# How far apart do the bands of GaSb stand at W?

## The question

Gallium antimonide has eight outer s and p electrons per cell, enough to fill four bands. The energy between the fourth and the fifth band changes with the electron's wave vector. The zone corner W lies on the same square face of the Brillouin zone as the points X and U. Can the bands at X and U tell us how far apart the filled and empty states stand at W?

Kohn–Sham bands of GaSb in its unrelaxed two-atom cell, computed with Ansatz 0.2.0 (PBE, plane waves with PAW, scalar-relativistic, not spin-polarized, 420 eV cutoff, 10×10×10 k-mesh, Fermi–Dirac smearing of 0.1 eV). Band v1 is the highest that is filled at some mesh point; v2 and v3 are the next bands below it, and c1 is the next above.

| k-point | coordinates (reciprocal vectors of the computed cell, not always the standard one) | band v3 (eV from the Fermi level) | band v2 (eV from the Fermi level) | band v1 (eV from the Fermi level) | band c1 (eV from the Fermi level) |
| --- | --- | --- | --- | --- | --- |
| Gamma | 0 0 0 | -0.16 | -0.16 | -0.16 | 2.64 |
| X | -0.5 -0.5 0 | -2.70 | -2.70 | 0.77 | 1.12 |
| U | -0.375 -0.375 0.25 | -3.72 | -2.32 | 1.27 | 3.72 |
| K | -0.375 0 0.375 | -3.72 | -2.32 | 1.27 | 3.72 |
| L | 0 0 0.5 | -1.30 | -1.30 | 0.24 | 3.61 |
| W | -0.5 -0.25 0.25 | ? | ? | ? | ? |

## Which bands are filled?

In the table, v3 and v2 are the third and fourth bands, while v1 and c1 are the fifth and sixth. Away from Gamma, v1 lies above the Fermi level at the known points, so the separation of filled from empty states is v1 less v2. The difference c1 less v1 compares two empty bands there. The small 0.35 eV at X is therefore not a band gap.

The label v1 comes from Gamma, where the fifth band drops below the Fermi level and meets v2 and v3. These three are the p-like states that should form the top of the filled bands. They take places three to five, so the s-like state that should lie above them has sunk below. This closes the gap, whereas real GaSb is a semiconductor. PBE tends to put the s-like state too low. Relaxing the cell would not cure that: it is under a pressure of about 2 GPa and would expand, which lowers the s-like state further against the p-like ones. At the other points too, PBE probably puts the empty bands too close to the filled ones. Spin-orbit coupling, left out here, would split the threefold level.

## A simpler system: the empty lattice

Take the same lattice with its potential switched off. Electrons are then free waves, and their kinetic energy grows as the square of the wave vector. In units of $2\pi/a$, where $a$ is the cubic cell edge, X is $(1,0,0)$, U is $(1,\tfrac14,\tfrac14)$ and W is $(1,\tfrac12,0)$. The energy unit $\hbar^2(2\pi/a)^2/2m$ is 4.0 eV for this cell.

The four bands v3 to c1 at X descend from the waves $(0,\pm1,\pm1)$, which all have kinetic energy 2 in these units. The real crystal potential mixes them into a lower pair, v3 and v2, and an upper pair, v1 and c1. The empty lattice has no such splitting at X, so it can show only how the waves move when we leave X.

Towards U, one wave falls by almost one unit, one rises by slightly more, and two hardly move. The potential keeps those two apart. The table shows this pattern: v3 falls and c1 rises strongly, while v2 and v1 each shift by no more than 0.5 eV. This is why v1 less v2 is nearly the same at U as at X.

Towards W, the shift is along one cubic axis instead of along two equally. Two waves now fall and two rise:

$$
(0,-\tfrac12,\pm1):\ 1.25,\qquad (0,\tfrac32,\pm1):\ 3.25 .
$$

No wave stays in the middle. Both members of the lower pair should go down and both members of the upper pair up, so the separation should open widely.

## From the picture to a number

The mean energy of each pair is easier to carry from U to W than a single band. Near X it changes smoothly. The crystal's symmetry there, a quarter turn combined with a reflection, also removes any preferred direction on the face to second order. W is twice as far from X as U in squared distance, so a parabola doubles the change found at U.

The bands must also repeat from one zone to the next, which flattens them somewhere. A simple repeating function on the face, $\cos 2\pi y+\cos 2\pi z$, has the same value at W as at U. Here $y$ and $z$ are the last two coordinates of the points above. This second estimate allows no further change beyond U.

I take the halfway value, which is a judgement between two simple shapes. For the upper pair, the mean is $(0.77+1.12)/2=0.945$ eV at X and $(1.27+3.72)/2=2.495$ eV at U. Hence

$$
\bar E_{\mathrm W}=0.945+1.5\,(2.495-0.945)=3.27\ \text{eV}.
$$

The splitting within the pair is carried over from X, half of it to each side. The lower pair is treated in the same way. Only X and U enter, and the factor 1.5 is chosen, not adjusted to data. Each error bar is half the distance between the two estimates plus a rough 0.25 eV, because gallium and antimony differ and may split a pair further. For the separation, the bars of the two pairs are added in quadrature, as if their errors were independent.

## The forecast for W

Energies are in eV from the Fermi level, except for the last line, which is a difference.

- v3 and v2: about −3.2 ± 0.4 each
- v1: about 3.1 ± 1.0
- c1: about 3.4 ± 1.0
- v1 less v2: about 6.3 ± 1.1, the largest separation in the table

Two other simple pictures disagree with this forecast, from opposite sides. Tight binding with one s and three p orbitals per atom, coupled only to nearest neighbours, gives W exactly the levels of X. The four waves above, with their splitting taken from X, put the pairs at −4.3 and 4.5 eV instead.

The withheld rows as computed:

| k-point | coordinates (reciprocal vectors of the computed cell, not always the standard one) | band v3 (eV from the Fermi level) | band v2 (eV from the Fermi level) | band v1 (eV from the Fermi level) | band c1 (eV from the Fermi level) |
| --- | --- | --- | --- | --- | --- |
| W | -0.5 -0.25 0.25 | -3.46 | -3.24 | 3.51 | 4.18 |

## What the forecast got right

All four levels lie within their error bars, and the separation of 6.75 eV is indeed the largest in the table. It is nearly twice the value at U. The empty lattice explains the jump: on the way to U two of the four waves stay in the middle, and on the way to W none does. One withheld point supports this reasoning but cannot establish the halfway rule in general.

## Why the pairs spread further than forecast

The lower pair came out lower than forecast, and the upper pair higher. The plain parabola would have done better: it gives −3.34 eV for the lower mean, against a computed −3.35 eV, and 4.05 eV for the upper mean, against 3.85 eV. The halfway rule therefore allowed too much flattening.

The four waves suggest the reason. The potential mainly couples each wave with its opposite, for instance $(0,1,1)$ with $(0,-1,-1)$ at X. At U one such couple has drawn apart by two energy units; at W both have. In this picture the mean of each pair moves twice as far on the way to W as on the way to U, just as on the parabola.

Nor does the empty lattice flatten early. There the upper waves climb all the way to W, where they meet other waves coming down from the neighbouring zone. The energy has a sharp crest at that meeting, and a weak potential rounds only its tip. A single cosine instead begins to flatten halfway along the path. The table has no points between X and W, so this shape is argued from theory.

## Why the pairs split

At W, v2 and v3 differ by 0.22 eV, although the forecast gave them the same central value. At X, symmetry makes these two levels coincide. At W it no longer does, and the difference between gallium and antimony can separate them.

The same difference acts on the upper pair. If both atoms were alike, as in the diamond structure, v1 and c1 would coincide at X and at W. In GaSb they are 0.35 eV apart at X and 0.67 eV apart at W. Carrying over the splitting from X thus added to the miss for c1, the largest of the four at 0.7 eV. Most of that miss still comes from the position of the pair as a whole.

## Where the two other pictures fail

The tight-binding rule puts the lower pair 0.65 eV too high, but the upper pair 2.9 eV too low. Its few orbitals and short-range couplings describe bonding states far better than empty ones. At X and W, the phases from the four neighbours give couplings of equal strength, so the model cannot tell the two points apart. The empty bands plainly can.

The four-wave estimate errs the other way: its lower pair is 0.9 eV too low and its upper pair 0.7 eV too high. For the lower pair there is a clear candidate. Two further waves, $(\pm1,\tfrac12,0)$, have the same kinetic energy at W as the falling pair. They mix with it and push it up, an effect that the four-wave estimate omits. For the upper pair, the waves of the neighbouring zone can push downward in the same way. The next band above c1, not listed in the table, does come down from 8.52 eV at X to 4.25 eV at W, just above c1. This supports the idea but does not give the size of the push.

Here the empty lattice was a good guide to which bands move away from X and in which direction. How far they move also depends on the crystal potential and on the other waves that come close in energy.
